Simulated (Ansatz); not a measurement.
Ligand exchange: C4H3F5 + GeH3F → C4H4F4 + GeH2F2

Species: C4H3F5 `FC/C(F)=C\C(F)(F)F`, singlet; GeH3F (fluorogermane) `[F][GeH3]`, singlet; C4H4F4 `FC/C=C\C(F)(F)F`, singlet; GeH2F2 (difluorogermane) `[F][GeH2][F]`, singlet. The partners trade F for H: C–F and Ge–H bonds give way to C–H and Ge–F.

Shapes, held fixed at every level: PBE0-D4/def2-TZVP. Flexible molecules stand in one conformer, not always the lowest. Programs: Ansatz 0.2.0. The zero-point and thermal change to 298 K, harmonic and unscaled (PBE0-D4/def2-TZVP), is +6.7 kJ/mol.

```json
{"level": "HF/def2-TZVPP", "kind": "Hartree–Fock", "ΔH(298 K) (kJ/mol)": "-136.1"}
{"level": "SPW92/def2-TZVPP", "kind": "LDA", "ΔH(298 K) (kJ/mol)": "-105.0"}
{"level": "BHLYP-D4/def2-TZVPP", "kind": "global hybrid", "ΔH(298 K) (kJ/mol)": "-130.3"}
{"level": "MP2/def2-SVP", "kind": "perturbation theory", "ΔH(298 K) (kJ/mol)": "-132.7"}
{"level": "CCSD(T)/def2-SVP", "kind": "coupled cluster or CI", "ΔH(298 K) (kJ/mol)": "-124.4"}
{"level": "CCSD/def2-SVP", "kind": "coupled cluster or CI", "ΔH(298 K) (kJ/mol)": "-126.5"}
{"level": "MP2/def2-TZVPP", "kind": "perturbation theory", "ΔH(298 K) (kJ/mol)": "-138.8"}
```

MP2/def2-TZVPP gives ΔH(298 K) = -138.8 kJ/mol; the levels span -138.8 to -105.0. The median of the levels is -130.3. No measured value is set beside it here. Relativity is left out for Ge. Outer-core shells of Ge are correlated in most correlated rows, in sets that cover them unevenly.

Every level makes the transfer of fluorine from the vinylic carbon to germanium strongly exothermic, so the direction is secure even though the size is not. Fluorine binds strongly to both elements, but replacing Ge–H by Ge–F gains more than replacing C–F by C–H costs. Germanium is more electropositive than carbon, which makes its bond to fluorine more polar, and its bond to hydrogen is comparatively weak. Geminal lone-pair donation into Ge–F antibonding orbitals probably stabilises the difluoride further. The positive vibrational and thermal term opposes the exchange slightly, as expected when hydrogen moves from a soft Ge–H bond to a stiffer C–H bond.

In the smaller basis, MP2 gives a more exothermic reaction than CCSD(T), while enlarging the basis makes the MP2 value more negative still. If coupled cluster shifts similarly, its larger-basis result would lie close to the BHLYP-D4 value, which suggests that MP2/def2-TZVPP somewhat overstates the heat released. The favourable enthalpy says nothing about the barrier to breaking the vinylic C–F bond.
